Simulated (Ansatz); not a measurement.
P: a film clamped to a substrate

Theory: DFT r2SCAN, scalar-relativistic, plane waves, PAW in Ansatz 0.2.0. Settings: plane waves to 500 eV, k-mesh 8×1×6 (Γ-centred), Gaussian smearing 0.05 eV. No spin polarisation. Energies are free energies at this smearing, counted from the undisturbed cell; pressure is positive in compression.

Reference structure (as given, not relaxed at this level; it stands at 0.1 GPa; this form isn't the usual structure):

```yaml
crystal:
  lattice:
    - [3.28373, 0.00000, 0.00000]
    - [0.00000, 34.85703, 0.00000]
    - [0.00000, 0.00000, 4.63208]
  atoms:
    - { symbol: P, position: [0.00000, 0.97026, 0.59215] }
    - { symbol: P, position: [0.00000, 0.02974, 0.40785] }
    - { symbol: P, position: [0.50000, 0.02974, 0.09215] }
    - { symbol: P, position: [0.50000, 0.97026, 0.90785] }
```

The cell holds layers and no dispersion correction was added, so their binding is poorly described.

The cell (4 atoms, V0 = 530.19 Å³) is strained by p along both x and y and by q along z, fractional coordinates fixed. τp = (1/V0) ∂E/∂p = (σxx + σyy)(1 + p)(1 + q) and τq = (1/V0) ∂E/∂q = σzz(1 + p)², with tension positive.

```csv
p,q,ΔE (meV/atom),τp (GPa),τq (GPa)
0.000,0.000,0.00,-0.19,-0.11
-0.050,0.000,77.42,-3.76,-0.94
0.050,0.000,46.45,2.28,0.45
0.000,-0.050,28.28,-1.00,-1.28
0.000,0.050,17.50,0.38,0.93
```

Task: Get the second derivatives of the energy density.

Result: Central differences give A = ∂τp/∂p = 60 GPa (C11 + C22 + 2 C12), C = ∂τq/∂q = 22.1 GPa (C33) and the cross term B = ∂τq/∂p = 13.9 GPa (C13 + C23); ∂τp/∂q = 13.7 GPa must equal B, and any difference shows higher-order terms. Steps this large leave an error of some per cent of A or C in all of these, which can swamp a small B. The ions are clamped.

Task: A film of this crystal grows with z along the normal on a substrate that imposes p. How does its thickness respond, and what does the misfit cost?

Result: Count p and q from the stress-free cell. A free surface needs τq = 0, so q = −(B/C) p = -0.63 p. The energy density left is (A − B²/C) p²/2 = M p², with the biaxial modulus M = 25.8 GPa; a misfit of 1 % costs 2.14 meV/atom, against 2.50 meV/atom if the thickness were held.

At p = 0.050 the energies along q are 47.1 (q = -0.050), 46.5 (q = 0.000), 83.0 (q = 0.050) meV/atom.

Task: Does the linear rule hold at this misfit?

Result: A parabola through the lowest point and its neighbours has its minimum at q = -0.024, 42.1 meV/atom. With the stress left in the starting cell, τp0 and τq0, linear elasticity gives q = −(τq0 + Bp)/C = -0.027 and E = V0(τp0 p + τq0 q + Ap²/2 + Bpq + Cq²/2)/N = 48.1 meV/atom. The energies differ by more than a tenth, so the quadratic law fails here: the gap holds the anharmonic part, with some error from the wide steps. Cubic terms also shift the vertex of so wide a parabola.

Forces appear on the atoms along this scan, and letting them relax would lower the energy and soften the response.

The coordinates describe a single puckered phosphorene sheet, with y as its normal and most of the cell length along y empty. The z axis therefore lies in the sheet, along the armchair direction, so the calculated contraction isn't a film thickness response and M isn't the biaxial modulus of a phosphorus film. The moduli in GPa also scale inversely with the arbitrary vacuum width, though the energies per atom don't.

What the strains do probe is the covalent network. Scaling y stretches the steep bonds between the two halves of the pucker, while x strain loads the zigzag bonds; z strain acts mainly on the latter. This helps explain why A exceeds C, although A also combines two directions. With free atoms, widening the vacuum would cost almost nothing, and the y contribution to A would essentially vanish.

Compression costs more than equal extension along both strain paths. The compressive stress left in the starting cell accounts for about half of this difference along p and most of it along q; the rest is anharmonic, as the network stiffens in compression and softens when stretched. That softening probably explains why the harmonic estimate is too high under tensile misfit.
